**Question: what belongs in the L row of this PbTe band table?**

I have the levels of rocksalt PbTe at the usual symmetry points, except for L. The energy zero is the valence top and the computed gap is 1.20 eV, but no row I can see has a filled level at zero or a gap that small. Can the L levels be worked out from the other rows?

Elk 11.2.3 (patched), all-electron APW+lo, TB-mBJ exchange potential with LDA correlation, scalar-relativistic without spin–orbit coupling, 6×6×6 k mesh, rgkmax 8. Rocksalt PbTe in the Materials Project cell, a = 6.542 Å, not relaxed. Energies are relative to the valence top; bands are numbered down (−) and up (+) from the gap at each k-point.

| k-point | k in reciprocal vectors | band -4 (eV) | band -3 (eV) | band -2 (eV) | band -1 (eV) | band +1 (eV) | band +2 (eV) | band +3 (eV) | character of band +1 |
| --- | --- | --- | --- | --- | --- | --- | --- | --- | --- |
| GAMMA | 0 0 0 | -5.44 | -1.31 | -1.31 | -1.31 | 4.29 | 4.29 | 4.29 | Pb p |
| X | 0.5 0 0.5 | -7.03 | -4.14 | -2.61 | -2.61 | 3.74 | 5.57 | 5.57 | Te d |
| U | 0.625 0.25 0.625 | -7.64 | -3.79 | -2.15 | -1.90 | 3.76 | 3.87 | 5.47 | Pb p |
| K | 0.375 0.375 0.75 | -7.64 | -3.79 | -2.15 | -1.90 | 3.76 | 3.87 | 5.47 | Pb p |
| L | 0.5 0.5 0.5 | ? | ? | ? | ? | ? | ? | ? | ? |
| W | 0.5 0.25 0.75 | -7.66 | -3.49 | -3.49 | -0.41 | 1.97 | 5.43 | 5.43 | Pb p |

**Answer**

Largely, yes, because L is the point where the ordinary p–p bonding between neighbours cancels. The filled bands −3 to −1 are mainly Te p, band −4 is mainly Pb 6s, and the lowest empty levels are mostly Pb p. Each atom has six neighbours of the other kind, two along each axis. Let $\theta_x,\theta_y,\theta_z$ be the phases of the electron wave from an atom to its neighbours along the three axes.

A p orbital couples with the same sign to the p orbitals on both sides, so the two phase factors add up to a cosine. For $p_x$ the coupling is

$$T_x=2V_\sigma\cos\theta_x+2V_\pi(\cos\theta_y+\cos\theta_z),$$

where $V_\sigma$ and $V_\pi$ are the head-on and sideways couplings. Te p and Pb p then repel each other to $\bar E\pm\sqrt{\Delta^2+T^2}$, with $\bar E$ their mean energy and $\Delta$ half their separation without coupling. At W the phases are $\pi,\pi/2,0$, and $T$ vanishes for one p orbital. That is why a single filled level stands there at −0.41 eV, far above a pair at −3.49 eV. At L all three phases are $\pi/2$, so $T$ vanishes for all three orbitals.

What lifts the top filled level at L above the one at W is mainly the coupling of Te p to the filled Pb 6s level. A p orbital has opposite signs on its two sides, so this coupling follows the sine. At W the sine differs from zero along one axis only, while at L it has its full value along all three. There the p combination along the cube diagonal collects three sines, and its squared coupling is three times that at W. The two perpendicular combinations collect none. So L should have one raised level above a pair, with Pb 6s pushed down.

The size of the push can be estimated from band −4. As long as the coupling is weak, Te 5s raises this level in proportion to $(\cos\theta_x+\cos\theta_y+\cos\theta_z)^2$, which is 9 at Γ, 1 at X and 0 at W and L. Without any coupling, Pb 6s would therefore lie at

$$-7.03-\frac{-5.44+7.03}{8}\approx-7.23\ \text{eV}.$$

At W it lies at −7.66 eV, so on this estimate Te p has pushed it down by 0.43 eV and has itself been pushed up by as much. Unpushed Te p then sits at −0.41 − 0.43 = −0.84 eV, which is my estimate for the pair at L.

Tripling the squared coupling would put the single level about 0.3 eV above zero, which the definition of zero forbids, so I place it at zero. Two repelling levels keep their sum, so Pb 6s should lie at −0.41 − 7.66 = −8.07 eV.

For the empty levels I start from the single Pb p level at W, 1.97 eV. Coupling between Pb atoms at L should lower the diagonal combination twice as far as it raises the other two. If the single level drops to 1.20 eV, the pair rises to 1.97 + 0.77/2 ≈ 2.36 eV.

My forecast for L, with ranges set by judgement:

- band −1: 0.00 eV (−0.2 to 0)
- bands −2 and −3: −0.84 eV (±0.7)
- band −4: −8.07 eV (±0.5)
- band +1: 1.20 eV (1.20 to 1.4), Pb p
- bands +2 and +3: 2.36 eV (±1.0)

The values for bands −1 and +1 are borrowed from the energy zero and the gap given in the question; the argument only assigns them to L.

The withheld rows as computed:

| k-point | k in reciprocal vectors | band -4 (eV) | band -3 (eV) | band -2 (eV) | band -1 (eV) | band +1 (eV) | band +2 (eV) | band +3 (eV) | character of band +1 |
| --- | --- | --- | --- | --- | --- | --- | --- | --- | --- |
| L | 0.5 0.5 0.5 | -8.22 | -0.92 | -0.92 | 0.00 | 1.20 | 1.56 | 1.56 | Pb p |

The filled levels come out in the order that the sine argument gives: the pair lies 0.08 eV and band −4 0.15 eV below my values. The strength of the push was overestimated, since the two-level estimate for band −1, before I capped it at zero, was about 0.3 eV too high. Part of this is expected from the weak-coupling rule for Te 5s. When the coupling is strong, the rise falls behind that rule, so uncoupled Pb 6s lies deeper than I estimated and its push at W is smaller. Coupling between Te atoms, which I left out, should also hold the diagonal combination down at L. From W to L, band −1 rises by 0.41 eV while band −4 falls by 0.56 eV, as expected of two levels that repel each other more strongly. A straight line through band −1 at Γ, X, K and W, based on p–p coupling alone, puts L about 0.3 eV too low; the printed output below has the details.

The empty pair is the real miss: it lies at 1.56 eV, 0.8 eV below my value though inside the range. The three empty levels at L average 1.44 eV, well below the 1.97 eV I took as their centre. Part of the difference may come from my choice of centre, because sideways coupling between Pb atoms raises the single level at W but averages to zero over the three levels at L. My guess for the rest is that empty Te d states, which already form band +1 at X, push the levels at L down. Coupling of Pb p to Te d also follows the sines: the single level at W has only the head-on part, while the three levels at L, taken together, gain a sideways part as well.

The position of the gap can be trusted further than its size. Measured gaps of PbTe are roughly 0.2 to 0.3 eV, and the main reason for the difference is that spin–orbit coupling is left out here. It would mix the single empty level at L with the pair just above and push the band edge down. The 1.20 eV is therefore no guide to the cut-off of a PbTe infrared detector. The run also reached a steady energy without meeting its convergence test for the potential, so all levels carry an error of unknown size and small differences between them should not be given a cause.

What remains open is whether Te d really lowers the empty levels at L. Comparing their d weight at W and L would be a first test.

Printed output of the fit:

```
p-only model and computed levels in eV:
    row  model top  computed band -1  model deepest p  computed band -3
  GAMMA      -1.31             -1.31            -1.31             -1.31
      X       -2.6             -2.61           -3.934             -4.14
      U     -1.708              -1.9           -3.541             -3.79
      K     -1.708              -1.9           -3.541             -3.79
      L        0.3                 0              0.3             -0.92
      W        0.3             -0.41           -3.264             -3.49
fit of v1 on 4 rows (abs(cb - 0.7071) > 0.01): constant -0.5508 +/- 0.15, coefficient of mtop 0.7572 +/- 0.091; rms 0.135, worst GAMMA -0.233, leave-one-out rms 0.353
  rows outside the fit (model, value, miss): U -1.844, -1.9, 0.0557; L -0.3236, 0, -0.324
direct distance at W in eV: 2.38
estimated s-p lift of band -1 at W in eV: 0.4313
raw two-level estimate of band -1 at L in eV: 0.3264
forecast band -1 at L in eV, range -0.2 to 0: 0
forecast bands -2 and -3 at L in eV, plus or minus 0.7: -0.8413
forecast band -4 at L in eV, plus or minus 0.5: -8.07
forecast band +1 at L in eV, range 1.20 to 1.4: 1.2
forecast bands +2 and +3 at L in eV, plus or minus 1.0: 2.355
computed band -2 at L in eV: -0.92
computed band -4 at L in eV: -8.22
computed band +1 at L in eV: 1.2
computed band +2 at L in eV: 1.56
computed band +3 at L in eV: 1.56
forecast less computed, band -2 at L in eV: 0.07875
forecast less computed, band -3 at L in eV: 0.07875
forecast less computed, band -4 at L in eV: 0.15
forecast less computed, band +1 at L in eV: 0
forecast less computed, band +2 at L in eV: 0.795
forecast less computed, band +3 at L in eV: 0.795
band +1 at L is Pb p (1 yes, 0 no): 1
```
